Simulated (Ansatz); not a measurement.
Method: DFT PBE, scalar-relativistic, plane waves, PAW (Ansatz). Settings: cutoff 420 eV, Γ-centred meshes spaced at most about 0.3 Å⁻¹, and about 0.25 Å⁻¹ or finer for metals (2π included), Gaussian smearing. Collinear spin in cells that started with moments and kept them past the coarse steps, no spin elsewhere.

The zero of energy is the elements' standard structures at the same level (N₂ as a molecule); no fitted shifts are applied.

A relaxed structure of TiFeC4N4 has 21.61 Å³/atom, +0.30 eV/atom against the elements, no gap on its mesh, a net moment of 0.20 μB/atom:

Space group P-43m (No. 215). a = 6.001 Å, b = 6.001 Å, c = 6.001 Å, α = 90.00°, β = 90.00°, γ = 90.00°
```csv
atom,site,symmetry,x,y,z
Ti,1a,-43m,0.0000,0.0000,0.0000
Fe,1b,-43m,0.5000,0.5000,0.5000
C,4e,.3m,0.2023,0.2023,0.2023
N,4e,.3m,0.3156,0.3156,0.3156
```

Problem. Cr takes the place of Fe on the same sites, and the cell is relaxed. What changes?

Solution. TiCrC4N4 has a = 6.041 Å: 22.05 Å³/atom, +0.31 eV/atom against the elements, no gap on its mesh, a net moment of 0.29 μB/atom. The volume per atom changes by +2.0 % and the formation energy by +0.02 eV/atom (from unrounded values). Covalent radii: Fe 1.32 Å, Cr 1.39 Å; electronegativities 1.83 and 1.66. The cell follows the size of the atom. Around Ti lie 4 C at 2.10 Å; Cr is surrounded by 4 N at 1.95 Å; C is surrounded by 1 N at 1.18 Å and 1 Ti at 2.10 Å; N is surrounded by 1 C at 1.18 Å and 1 Cr at 1.95 Å.

Space group P-43m (No. 215). a = 6.041 Å, b = 6.041 Å, c = 6.041 Å, α = 90.00°, β = 90.00°, γ = 90.00°
```tsv
atom	site	symmetry	x	y	z
Ti	1a	-43m	0.0000	0.0000	0.0000
Cr	1b	-43m	0.5000	0.5000	0.5000
C	4e	.3m	0.2004	0.2004	0.2004
N	4e	.3m	0.3133	0.3133	0.3133
```

The two cells were relaxed from separate starts that ended on the same group and sites; neither need be the stable form of its compound. In such compounds of Cr, Fe and Ti a zero gap at this level may well be an artefact, since no Hubbard U is applied. The reference form of C is held partly by dispersion forces, which this level lacks. The magnetic state reached may not be the lowest. Cells relaxed within their symmetry can be saddle points. Some candidate types were left out of the draw beforehand, so a known form may be missing.

Replacing Fe with Cr leaves the framework intact, and the expansion is local. The coordinates show that the metal–nitrogen contact lengthens, while Ti–C and C–N barely change. This fits the larger radius of Cr, though differences in d filling and spin state probably contribute too. The C–N distance of 1.18 Å marks the anion as cyanide, whose stiff multiple bond passes the size change on to the cell instead of absorbing it.

Both compounds lie above the elements, as is common for cyanides, because forming them gives up the very strong bonds of N₂ and graphite. The difference between them is too small to reveal a chemical preference for either metal. The net moments don't establish oxidation states or show whether the spins on the two metals are parallel. In both cells carbon binds Ti and nitrogen the later metal, whereas cyanide chemistry would suggest the reverse, so the untested linkage isomers may well be lower in energy.
